**Fine-structure intervals of six molybdenum ions against the one-electron Dirac splitting**

The table holds doublet intervals for one hole or one electron in the 3d, 3p and 2p subshells of Mo15+ to Mo37+, from two-component X2C-1e calculations at the GHF and GMP2 levels with screened or bare one-electron spin-orbit terms. The program compares the bare-SO intervals with the parameter-free Dirac splitting at Z = 42 and converts each ratio into an implied orbital charge. It finds rises of 33, 11 and 10% within a subshell, equal in the bare and screened columns and corresponding to about 0.3 to 0.4 units of screening per electron removed. The jumps of 5.13 and 4.26 between subshells are split into a Dirac factor, the change of the fixed screening factor and a remainder. The screened/bare ratio lies slightly below the built-in factors 1−10/Z and 1−2/Z, and the GMP2 shifts stay under 1%, positive only for the two p-hole ions.

Fine-structure intervals of Mo ions, computed with PySCF 2.14.0 using two-component X2C-1e GHF (one spinor determinant in jj occupation) and GMP2, a Gaussian nucleus and even-tempered basis sets up to f, scaled to each ion. Intervals are total energies, final less first configuration, with the bare or screened spin-orbit (SO) term. The listed electrons are frozen in GMP2.

## Numerical check

```python
# Table: fine-structure intervals (1/cm) of six Mo ions, PySCF two-component X2C-1e, GHF and GMP2,
# with screened-nucleus or bare-nucleus one-electron spin-orbit term.
# Tested: steps and jumps against the one-electron Dirac splitting at Z = 42 (no fitted parameter),
# the screened/bare ratio, and the sign and size of the GMP2 shift.
T = {
    'species': ['Mo15+', 'Mo23+', 'Mo25+', 'Mo29+', 'Mo33+', 'Mo37+'],
    'N': [27, 19, 17, 13, 9, 5],
    'config': ['[Ar] (3d3/2)4 (3d5/2)5', '[Ar] (3d3/2)1', '[Ne] 3s2 (3p1/2)2 (3p3/2)3', '[Ne] 3s2 (3p1/2)1', '[He] 2s2 (2p1/2)2 (2p3/2)3', '[He] 2s2 (2p1/2)1'],
    'final': ['[Ar] (3d3/2)3 (3d5/2)6', '[Ar] (3d5/2)1', '[Ne] 3s2 (3p1/2)1 (3p3/2)4', '[Ne] 3s2 (3p3/2)1', '[He] 2s2 (2p1/2)1 (2p3/2)4', '[He] 2s2 (2p3/2)1'],
    'frozen': [10, 10, 2, 2, 0, 0],
    'ghf_screened_so': [28130, 37417, 191840, 212190, 903250, 989870],  # 1/cm
    'gmp2_screened_so': [28095, 37253, 193180, 210260, 904140, 984510],  # 1/cm
    'ghf_bare_so': [36955, 49117, 201780, 223060, 949880, 1040900],  # 1/cm
}
import numpy as np
from scipy.constants import alpha, m_e, c, h
Z = 42
sp = T['species']
N = np.array(T['N'], float); q = Z - N
S, M, B = (np.array(T[k], float) for k in ('ghf_screened_so', 'gmp2_screened_so', 'ghf_bare_so'))
n = np.array([3, 3, 3, 3, 2, 2]); l = np.array([2, 2, 1, 1, 1, 1])
kind = ['3d hole', '3d electron', '3p hole', '3p electron', '2p hole', '2p electron']
# further outputs of the same runs: basis functions and dropped virtual spinors
nb = np.array([124, 113, 114, 111, 106, 106]); drop = np.array([76, 74, 56, 50, 32, 32])
mc2 = m_e * c / h / 100  # rest energy in 1/cm
def E(n, k):
    x = Z * alpha
    return mc2 / np.sqrt(1 + (x / (n - k + np.sqrt(k * k - x * x))) ** 2)
D = E(n, l + 1) - E(n, l)
L = 0.5 * mc2 * (Z * alpha) ** 4 / (n ** 3 * l * (l + 1))
half = lambda x: 0.5 * 10 ** (np.floor(np.log10(x)) - 4)
print(f"Last/first row, GHF screened-SO: {S[-1]/S[0]:.1f}; Z*alpha = {Z*alpha:.3f}")
print(f"Rounding of the table (five figures): at most {100*max((half(x)/x).max() for x in (S, M, B)):.4f} % of an entry")
print("One electron at Z = 42, splitting in 1/cm (leading order, Dirac):")
for i in (0, 2, 4):
    print(f"  {kind[i][:2]}: {L[i]:.0f}, {D[i]:.0f}; Dirac/leading {D[i]/L[i]:.3f}")
Zo = Z * (B / D) ** (1 / 3)
print("Bare-SO/Dirac, implied orbital charge Z*(ratio)^(1/3), Z minus that:")
for i in range(6):
    print(f"  {sp[i]} {kind[i]}: {B[i]/D[i]:.3f}, {Zo[i]:.1f}, {Z-Zo[i]:.1f} (other electrons {N[i]-1:.0f})")
print("Hole to electron: rise screened, rise bare, exponent in (q+1), charge gain per removed electron:")
per = []
for i in (0, 2, 4):
    j = i + 1; per.append((Zo[j] - Zo[i]) / (N[i] - N[j]))
    p = np.log(S[j] / S[i]) / np.log((q[j] + 1) / (q[i] + 1))
    print(f"  {sp[i]} to {sp[j]}: {100*(S[j]/S[i]-1):.1f} %, {100*(B[j]/B[i]-1):.1f} %, {p:.2f},"
          f" {per[-1]:.2f} ({N[i]-N[j]:.0f} removed)")
print("Jumps, screened-SO ratio = Dirac ratio x change of screened/bare x remainder:")
R = S / B
for i in (1, 3):
    j = i + 1
    print(f"  {sp[i]} to {sp[j]}: {S[j]/S[i]:.2f} = {D[j]/D[i]:.2f} x {R[j]/R[i]:.3f} x {(B[j]/B[i])/(D[j]/D[i]):.2f}"
          f" (leading order {L[j]/L[i]:.2f}, bare-SO ratio {B[j]/B[i]:.2f})")
F = 1 - np.where(l == 2, 10, 2) / Z
print("Screened/bare, fixed factor 1-Q/Z (Q = 10 d, 2 p), difference, amount removed:")
for i in range(6):
    print(f"  {sp[i]}: {R[i]:.4f}, {F[i]:.4f}, {R[i]-F[i]:+.4f}, {B[i]-S[i]:.0f} 1/cm ({100*(1-R[i]):.1f} %)")
print(f"  rounding allows at most {(R*(half(S)/S + half(B)/B)).max():.5f} in the ratio")
C = M - S
print("GMP2 minus GHF, its rounding, percent, (bare - screened)/|shift|, spinors dropped:")
for i in range(6):
    print(f"  {sp[i]} {kind[i]}: {C[i]:+.0f} +/- {half(M[i])+half(S[i]):.0f} 1/cm, {100*C[i]/S[i]:+.2f} %,"
          f" {(B[i]-S[i])/abs(C[i]):.0f}, {drop[i]} of {2*nb[i]} ({100*drop[i]/(2*nb[i]):.0f} %)")
w = int(np.argmax(abs(C / S)))
print(f"Largest relative correlation shift: {sp[w]}, {100*C[w]/S[w]:+.2f} %")
assert np.all(np.diff(S) > 0) and np.all(B < D)
assert np.all(abs(R - F) < 0.003)
assert list(np.sign(C)) == [-1, -1, 1, -1, 1, -1] and np.all(abs(C / S) < 0.01)
assert all(0.2 < x < 0.45 for x in per)
```

It prints:

```
Last/first row, GHF screened-SO: 35.2; Z*alpha = 0.306
Rounding of the table (five figures): at most 0.0048 % of an entry
One electron at Z = 42, splitting in 1/cm (leading order, Dirac):
  3d: 112245, 114106; Dirac/leading 1.017
  3p: 336735, 358499; Dirac/leading 1.065
  2p: 1136481, 1207656; Dirac/leading 1.063
Bare-SO/Dirac, implied orbital charge Z*(ratio)^(1/3), Z minus that:
  Mo15+ 3d hole: 0.324, 28.8, 13.2 (other electrons 26)
  Mo23+ 3d electron: 0.430, 31.7, 10.3 (other electrons 18)
  Mo25+ 3p hole: 0.563, 34.7, 7.3 (other electrons 16)
  Mo29+ 3p electron: 0.622, 35.9, 6.1 (other electrons 12)
  Mo33+ 2p hole: 0.787, 38.8, 3.2 (other electrons 8)
  Mo37+ 2p electron: 0.862, 40.0, 2.0 (other electrons 4)
Hole to electron: rise screened, rise bare, exponent in (q+1), charge gain per removed electron:
  Mo15+ to Mo23+: 33.0 %, 32.9 %, 0.70, 0.36 (8 removed)
  Mo25+ to Mo29+: 10.6 %, 10.5 %, 0.70, 0.29 (4 removed)
  Mo33+ to Mo37+: 9.6 %, 9.6 %, 0.82, 0.30 (4 removed)
Jumps, screened-SO ratio = Dirac ratio x change of screened/bare x remainder:
  Mo23+ to Mo25+: 5.13 = 3.14 x 1.248 x 1.31 (leading order 3.00, bare-SO ratio 4.11)
  Mo29+ to Mo33+: 4.26 = 3.37 x 1.000 x 1.26 (leading order 3.38, bare-SO ratio 4.26)
Screened/bare, fixed factor 1-Q/Z (Q = 10 d, 2 p), difference, amount removed:
  Mo15+: 0.7612, 0.7619, -0.0007, 8825 1/cm (23.9 %)
  Mo23+: 0.7618, 0.7619, -0.0001, 11700 1/cm (23.8 %)
  Mo25+: 0.9507, 0.9524, -0.0016, 9940 1/cm (4.9 %)
  Mo29+: 0.9513, 0.9524, -0.0011, 10870 1/cm (4.9 %)
  Mo33+: 0.9509, 0.9524, -0.0015, 46630 1/cm (4.9 %)
  Mo37+: 0.9510, 0.9524, -0.0014, 51030 1/cm (4.9 %)
  rounding allows at most 0.00005 in the ratio
GMP2 minus GHF, its rounding, percent, (bare - screened)/|shift|, spinors dropped:
  Mo15+ 3d hole: -35 +/- 1 1/cm, -0.12 %, 252, 76 of 248 (31 %)
  Mo23+ 3d electron: -164 +/- 1 1/cm, -0.44 %, 71, 74 of 226 (33 %)
  Mo25+ 3p hole: +1340 +/- 10 1/cm, +0.70 %, 7, 56 of 228 (25 %)
  Mo29+ 3p electron: -1930 +/- 10 1/cm, -0.91 %, 6, 50 of 222 (23 %)
  Mo33+ 2p hole: +890 +/- 10 1/cm, +0.10 %, 52, 32 of 212 (15 %)
  Mo37+ 2p electron: -5360 +/- 10 1/cm, -0.54 %, 10, 32 of 212 (15 %)
Largest relative correlation shift: Mo29+, -0.91 %
```
